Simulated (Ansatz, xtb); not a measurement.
# A family of molecules: the atomisation energy (no zero-point term)

All atoms of one element are swapped for its congeners: CH2F2 (difluoromethane) `FCF`; CH2Cl2 (dichloromethane) `ClCCl`; CH2Br2 (dibromomethane) `BrCBr`; CH2I2 (diiodomethane) `ICI`. All are singlets with charge 0.

Shapes, held fixed at every level: PBE0-D4/def2-TZVP. Programs: Ansatz 0.2.0, xtb 6.7.1. Values in eV.

Question: How should the atomisation energy change along the series?

Answer: At CCSD(T)/def2-TZVPP the atomisation energy falls at every step, from 18.49 to 13.74 eV. 7 of 8 levels show this order throughout; 7 agree on the largest and the smallest. For atoms past krypton def2 sets carry core potentials with scalar relativity. Relativity is left out for Br unless named. Correlated rows may include outer-core shells of Br, I, which these sets cover unevenly. GFN0-xTB strays far from the other rows. xTB rows lack spin polarisation. Spin-orbit coupling, which grows down the group, is left out (summed over each molecule's free atoms 0.04, 0.08, 0.31, 0.63 eV).

```json
{"level": "GFN0-xTB", "CH2F2": "17.60", "CH2Cl2": "16.99", "CH2Br2": "15.29", "CH2I2": "15.34"}
{"level": "HF/def2-TZVPP", "CH2F2": "13.42", "CH2Cl2": "11.36", "CH2Br2": "10.41", "CH2I2": "9.45"}
{"level": "r2SCAN-D4/def2-TZVPP", "CH2F2": "18.99", "CH2Cl2": "16.17", "CH2Br2": "15.18", "CH2I2": "14.10"}
{"level": "B3LYP-D4/def2-TZVPP", "CH2F2": "18.90", "CH2Cl2": "15.93", "CH2Br2": "14.94", "CH2I2": "13.98"}
{"level": "B2PLYP/def2-TZVPP", "CH2F2": "18.79", "CH2Cl2": "15.81", "CH2Br2": "14.83", "CH2I2": "13.85"}
{"level": "MP2/def2-SVP", "CH2F2": "18.46", "CH2Cl2": "15.17", "CH2Br2": "14.28", "CH2I2": "13.18"}
{"level": "CCSD/def2-TZVPP", "CH2F2": "18.18", "CH2Cl2": "15.26", "CH2Br2": "14.37", "CH2I2": "13.38"}
{"level": "CCSD(T)/def2-TZVPP", "CH2F2": "18.49", "CH2Cl2": "15.58", "CH2Br2": "14.70", "CH2I2": "13.74"}
```

The atomisation energy falls most sharply from fluorine to chlorine, then by smaller, similar steps to bromine and iodine. Every level except GFN0-xTB shows this pattern; its slight rise from CH2Br2 to CH2I2 shouldn't be read as a chemical effect. Since the two C–H bonds change comparatively little, the trend mainly reflects weakening C–X bonds. Fluorine's compact 2p shell and high electronegativity give a short, strongly polar bond to carbon. Down the group, the valence p orbitals become more diffuse and overlap less well with those of carbon, while the ionic contribution shrinks.

Hartree–Fock already reproduces the order, so the trend doesn't originate in electron correlation. Correlation nevertheless supplies a large part of the binding, raising the value for CH2F2 from 13.42 to 18.49 eV, because pairing electrons in bonds brings more correlation energy than the separated atoms have. Spin–orbit stabilisation of the free atoms would steepen the decline towards iodine. These totals don't give the energy needed to break the first C–X bond, which also depends on relaxation of the remaining radical.
